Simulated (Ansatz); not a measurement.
## A series in volume scale on TaN

Periodic Kohn-Sham DFT of a crystal at fixed atoms, scaled to volume_scale times the given cell; pressure positive in compression, energy less spherical unpolarised free atoms, largest_vzz the field gradient of largest size among the nuclei. The results are calculated, by Ansatz 0.2.0.

The cell before it is scaled or strained (space group P-62m, No. 189):
```
TaN
1.0
      5.1960     0.0000     0.0000
     -2.5980     4.4999     0.0000
      0.0000     0.0000     2.9110
Ta N
3 3
Direct
  0.33333 0.66667 0.50000
  0.66667 0.33333 0.50000
  0.00000 0.00000 0.00000
  0.39285 0.00000 0.00000
  0.60715 0.60715 0.00000
  0.00000 0.39285 0.00000
```

Settings of every row: method all-electron LAPW; functional PBEsol; relativity scalar; k mesh 6x6x9; filling fermi-dirac; smearing width 0.01 eV; basis error target 1 meV/atom; nucleus gaussian.

Atom start moment: 0 on all atoms.

Limits: no spin-orbit coupling on heavy atoms.

| row | volume scale | V (Å³/atom) | energy less free atoms (eV/atom) | pressure (GPa) |
| --- | --- | --- | --- | --- |
| 1 | 0.94 | 10.663 | -10.8519 | 18.502 |
| 2 | 0.96 | 10.89 | -10.8721 | 10.272 |
| 3 | 0.98 | 11.117 | -10.8813 | 2.867 |
| 4 | 0.99 | 11.23 | -10.8821 | -0.551 |
| 5 | 1 | 11.344 | -10.8806 | -3.794 |
| 6 | 1.01 | 11.457 | -10.8768 | -6.868 |
| 7 | 1.02 | 11.571 | -10.8709 | -9.785 |
| 8 | 1.04 | 11.798 | -10.8532 | -15.175 |
| 9 | 1.06 | 12.025 | ? | ? |

Question: what energy less free atoms and pressure should row 9 give?

Worked fit of energy less free atoms. Take u = (V_r/V)^(2/3) − 1 with V_r = 11.287 Å³ an atom, which is twice the finite (Eulerian) strain; such expansions in the strain, on which the Birch-Murnaghan equation of state is built, carry the rest volume and the bulk modulus. The shown rows have u = 0.03864, 0.02416, 0.01017, 0.00338, -0.00335, -0.00992, -0.01643, -0.02909. Least squares give energy less free atoms = −10.88163 − 0.2278 × u + 25.798 × u² eV/atom; a straight line predicts inner rows, each left out in turn, worse (root mean square 0.0089 against 3e-05 eV/atom). All shown rows lie on it to the printed digit. Its lowest point lies at u = 0.0044, or V = 11.21 Å³ an atom, and the curvature there gives the bulk modulus at fixed shape and fractions, B = (4/9)(1 + u)² E″(u)/V = 331 GPa. Letting shape and atoms relax would as a rule lower it, by much in layered, chain or molecular crystals. The withheld row has u = -0.04135, so the fit gives −10.88163 − 0.2278 × (-0.04135) + 25.798 × (-0.04135)² = -10.8281 eV/atom.

The calculation gave -10.8282 eV/atom. The fit lies 0.0001 eV/atom (0.19 % of the column's range) above it, one unit of the last digit. This row lies beyond the range of the fit.

Worked fit of pressure. Take u = (V_r/V)^(2/3) − 1 with V_r = 11.287 Å³ an atom, which is twice the finite (Eulerian) strain; such expansions in the strain, on which the Birch-Murnaghan equation of state is built, carry the rest volume and the bulk modulus. The shown rows have u = 0.03864, 0.02416, 0.01017, 0.00338, -0.00335, -0.00992, -0.01643, -0.02909. Least squares give pressure = −2.1944 + 484.391 × u + 1321.93 × u² GPa; a straight line predicts inner rows, each left out in turn, worse (root mean square 0.46 against 0.0099 GPa). The rows lie off it by 0.006, -0.008, -0.002, -0.009, 0.008, 0.001, 0.011, -0.008 (root mean square 0.0074 GPa). The pressure vanishes at u = 0.0045, or V = 11.21 Å³ an atom, and there the bulk modulus at fixed shape and fractions is B = −V dP/dV = (2/3)(1 + u) dP/du = 332 GPa. Letting shape and atoms relax would as a rule lower it, by much in layered, chain or molecular crystals. The withheld row has u = -0.04135, so the fit gives −2.1944 + 484.391 × (-0.04135) + 1321.93 × (-0.04135)² = -19.964 GPa.

The calculation gave -20.02 GPa. The fit lies 0.056 GPa (0.15 % of the column's range) above it; its largest miss of a shown row is 0.011 GPa. This row lies beyond the range of the fit.
